## Results and discussion

What fixes the energy cost of putting one more electron into a parabolic dot with a charge at its centre? The spin-polarised LDA results below give the chemical potential μ(N) = E(N) − E(N−1) and the addition energy A(N) = μ(N+1) − μ(N) for N electrons. Starred units are the effective atomic units of the dot, ω is the oscillator frequency and Z = 2 is the central charge. Levels are counted radially, so 1p is the lowest p level, and "up" at a closed shell is only a label because both spins are then degenerate.

Spin-polarised Kohn-Sham LDA (PW92) for a spherical dot in effective atomic units (*), from the radks radial solver with Libxc, with m-averaged shells and greedy filling. The well is ω²r²/2 with ω = 0.679 hartree* and a central point charge of 2 e. Levels are named by radial order; the chemical potential is E(N) − E(N−1) and the addition energy E(N+1) + E(N−1) − 2E(N).

```
electrons  chemical potential (hartree*)  unpaired electrons  rms radius (bohr*)  highest eigenvalue (hartree*)  highest level  addition energy (hartree*)
        1                         -1.779                   1              0.7998                         -1.309          1s up                         n/a
        2                        -0.5992                   0              0.9154                        -0.2001          1s up                       2.157
        3                          1.558                   1               1.303                          1.768          1p up                      0.4260
        4                          1.984                   2               1.499                          2.200          1p up                      0.4295
        5                          2.414                   3               1.636                          2.625          1p up                      0.5343
        6                          2.948                   2               1.752                          3.133        1p down                      0.3735
        7                          3.321                   1               1.849                          3.509        1p down                      0.3742
        8                          3.696                   0               1.934                          3.881          1p up                      0.4815
        9                          4.177                   1               2.032                          4.348          2s up                      0.3715
       10                          4.549                   0               2.119                          4.716          2s up                      0.6904
       11                          5.239                   1               2.205                          5.393          1d up                      0.3064
       12                          5.546                   2               2.281                          5.698          1d up                      0.3032
       13                          5.849                   3               2.350                          5.999          1d up                      0.2996
       14                          6.148                   4               2.414                          6.297          1d up                      0.2958
       15                          6.444                   5               2.473                          6.591          1d up                      0.3620
       16                          6.806                   4               2.530                          6.946        1d down                      0.2801
       17                          7.086                   3               2.583                          7.226        1d down                      0.2779
       18                          7.364                   2               2.633                          7.502        1d down                      0.2754
       19                          7.640                   1               2.681                          7.776        1d down                      0.2727
       20                          7.912                   0               2.727                          8.048          1d up                      0.6483
       21                          8.561                   1               2.779                          8.687          1f up                      0.2522
       22                          8.813                   2               2.829                          8.938          1f up                      0.2505
       23                          9.063                   3               2.876                          9.188          1f up                      0.2486
       24                          9.312                   4               2.920                          9.436          1f up                      0.2467
       25                          9.559                   5               2.963                          9.681          1f up                      0.2448
       26                          9.803                   6               3.004                          9.925          1f up                      0.2429
       27                          10.05                   7               3.044                          10.17          1f up                      0.2754
       28                          10.32                   8               3.082                          10.45          2p up                      0.2465
       29                          10.57                   9               3.119                          10.69          2p up                      0.2454
       30                          10.81                  10               3.155                          10.94          2p up                      0.2469
       31                          11.06                   9               3.190                          11.18        1f down                      0.2292
       32                          11.29                   8               3.224                          11.40        1f down                         n/a
       35                            n/a                   1               3.321                          12.08          2p up                         n/a
       36                          12.20                   2               3.352                          12.31          2p up                      0.2315
       37                          12.43                   3               3.382                          12.54          2p up                      0.2661
       38                          12.69                   2               3.412                          12.81        2p down                         n/a
```

A(N) is a baseline that falls overall, with peaks on it. Three pictures could account for this: bare oscillator shells with a fixed repulsion, a classical droplet of charge, and a charged sphere of the computed size with screened level gaps on top.

### Separating charging from level gaps

Adding an electron raises every level by a charging energy U, and the next electron may also have to climb a gap g, so A = U + g. By Janak's theorem the highest eigenvalue ε is the slope of the energy with occupation. If ε rises linearly while the electron is added, μ is its midpoint value and d = ε − μ equals U/2. It follows that g(N) = A(N) − d(N) − d(N+1). In the 22 rows where the next electron enters the same subshell with the same spin, g must vanish, and it does so within about the rounding of the table (0.0025 hartree* at most up to N = 25).

This identity explains nothing by itself, but it allows baseline and peaks to be tested apart. It also shows why ε lies above μ and is not a removal energy. At N = 1 the difference between −1.309 and −1.779 hartree* is pure LDA self-interaction, since a lone electron repels nothing. The linear assumption is least safe for the compact 1s shell.

### Bare oscillator shells

The tempting picture takes the levels of the empty well, spaced by ω with closures at 2, 8 and 20 electrons, and adds a constant U. It is attractive because the table does peak at those counts. The baseline already contradicts it. A constant fitted to the 22 within-subshell rows by least squares on the relative error is 0.271 hartree*, and it misses the tabulated values by 16.5% rms.

The gaps contradict it more sharply. Each closure should show g = ω, but N = 8 has 0.18 ω and N = 20 has 0.57 ω. The oscillator makes 2s and 1d degenerate, so the step from one to the other at N = 10 should have no gap, yet it has 0.54 ω, about three times the gap at N = 8. At N = 2 the gap errs the other way, at about 2.3 ω, because the 1s pair is bound to the central charge.

### The classical droplet

The opposite picture ignores levels. Two electrons neutralise the central charge and the other N − 2 spread so that their field cancels the confining force, which by Gauss's law requires uniform density out to R³ = (N − 2)/ω². At the edge μ = ω²R²/2 + (N − 2)/R = (3/2)ω²R². Differentiating with dN = 3ω²R² dR gives U = dμ/dN = 1/R = ω^(2/3)(N − 2)^(−1/3). This is the charging energy of an isolated conducting sphere, whose capacitance is its radius; the analogy covers the baseline only, since such a sphere has no discrete levels, no spin and a fixed size.

With ω^(2/3) = 0.773 the droplet lies above the table in every within-subshell row. It gives 0.773 hartree* at N = 3, which is 81% above the tabulated 0.4260. At N = 36 it gives 0.773/34^(1/3) = 0.238 hartree*, only 3% high, but that is its best row: at N = 31 it gives about 0.25 hartree*, 10% above the tabulated 0.2292. The droplet is therefore approached slowly and unevenly at large N and fails at small N, and it has no peaks at all.

The fault lies in the radius. A classical charge has no kinetic energy and settles too close to the centre, whereas a 1p electron in the bare well has an rms radius √(5/2ω) = 1.92 bohr*. The outer electron at N = 3 has 1.849 bohr* by the subtraction described next, close to this quantum size. Even at N = 36 the outer electrons have an rms radius of 3.442 bohr* against 3.248 for the droplet.

### Capacitance of the computed cloud

The third picture keeps U = 1/R but takes R from the calculation. A uniform sphere has R = √(5/3) r, with r its rms radius. The tabulated rms radius includes the compact 1s pair, which is removed by assuming that it keeps its size from the N = 2 row. In the N = 37 run even the mean radius of 1s, just above 1 bohr*, exceeds that rms value, so the pair swells. Beside many outer electrons this hardly changes r_out, but at small N any swelling makes the subtracted r_out too large. Nothing is fitted, and N = 24 runs as follows:

r_out² = (24 × 2.920² − 2 × 0.9154²)/22 = 9.225 bohr*², so r_out = 3.037 bohr*

U = √(3/5)/r_out = 0.7746/3.037 = 0.255 hartree*, 3.4% above the tabulated 0.2467

Over the 22 rows the rms error relative to the table is 3.2% and the worst is 5.7%. Leaving the 1s pair in the radius raises the rms error to 12.9%, so the subtraction matters. A straight-line fit of log A against log r_out over the same rows has slope −1.05, where a sphere gives −1. Radius and energy come from the same runs, so this is a consistency relation and not a prediction from ω alone.

The derivation assumes a cloud that swells at constant density as it is charged. The radii support this only at large N: the outer density, proportional to (N − 2)/r_out³, rises about fivefold from N = 3 to N = 36, but by only 6% from N = 24 to N = 36. For N = 37 the effect of the swelling can be checked roughly: the Hartree energy E_H of that run gives 2E_H/N² = 0.278 hartree* for a frozen shape, while A less the spin gap is 0.229. Their ratio of 1.21 is close to the 6/5 between a rigid and a relaxing uniform sphere, though E_H includes the 1s pair and A includes exchange and correlation, so the closeness may be partly luck. One or two outer electrons are no uniform sphere, and the agreement there is better read as a balance of Coulomb repulsion, relaxation and exchange-correlation terms, which the table cannot separate, than as a capacitance. The residuals are far above rounding and follow the subshell, positive for every d and f row and negative for most p rows.

### Why the gaps have these sizes

Theory accounts for the shell gaps with two standard effects; the table holds no run without the central charge, so it cannot separate them itself. Inside a nearly uniform cloud the Hartree potential is an inverted parabola that cancels much of the well, so the spacings between the outer levels fall below ω. The central charge is partly screened by its 1s pair and acts more strongly the more an orbital penetrates the core: most on s levels, less on p and least on d and f. It pulls 2s away from 1d towards 1p, which splits one oscillator gap into the two at N = 8 and N = 10. The levels of the N = 37 run show both effects for that row: 2s lies only about 0.005 ω above 1p, and 1d to 1f spans 0.43 ω.

The smaller peaks at half filling come from exchange. Open shells fill with parallel spins, and the first opposite-spin electron loses the exchange gain. An energy −JM²/4 in the number M of unpaired electrons gives an extra cost JM at the turn. J is not predicted here; the gaps g fix JM at 0.138 hartree* for 1p and 0.075 for 1d. For the half-filled 2p shell at N = 37, the excess over the preceding row scaled by 1/r_out is 0.036 hartree*, and the computed 2p spin splitting is 0.037. The smooth steps between peaks come from m-averaged spherical shells, which exclude multiplets and deformation.

The 1f–2p region needs caution. The peak at N = 27 is no spin flip, because the next electron enters 2p up, and its excess of about 0.03 hartree* is a gap between two nearly degenerate shells. The filling then changes: N = 32 holds three 2p electrons beside an open 1f shell, while N = 35 has 1f full and one 2p electron. This order is what two close shells and a shrinking spin splitting would give. Scaling from 1p and 1d puts the cost of a 1f spin flip at N = 27 at roughly 0.06 hartree*, above the gap to 2p up, so 2p up fills first. At N = 30 the gap to 1f down is near zero, hence almost no peak, and at N = 37, with 1f paired, 1f down lies 0.0152 hartree* below 2p up. The rows on either side of the change are different states, and the greedy search does not guarantee that each is the lowest.
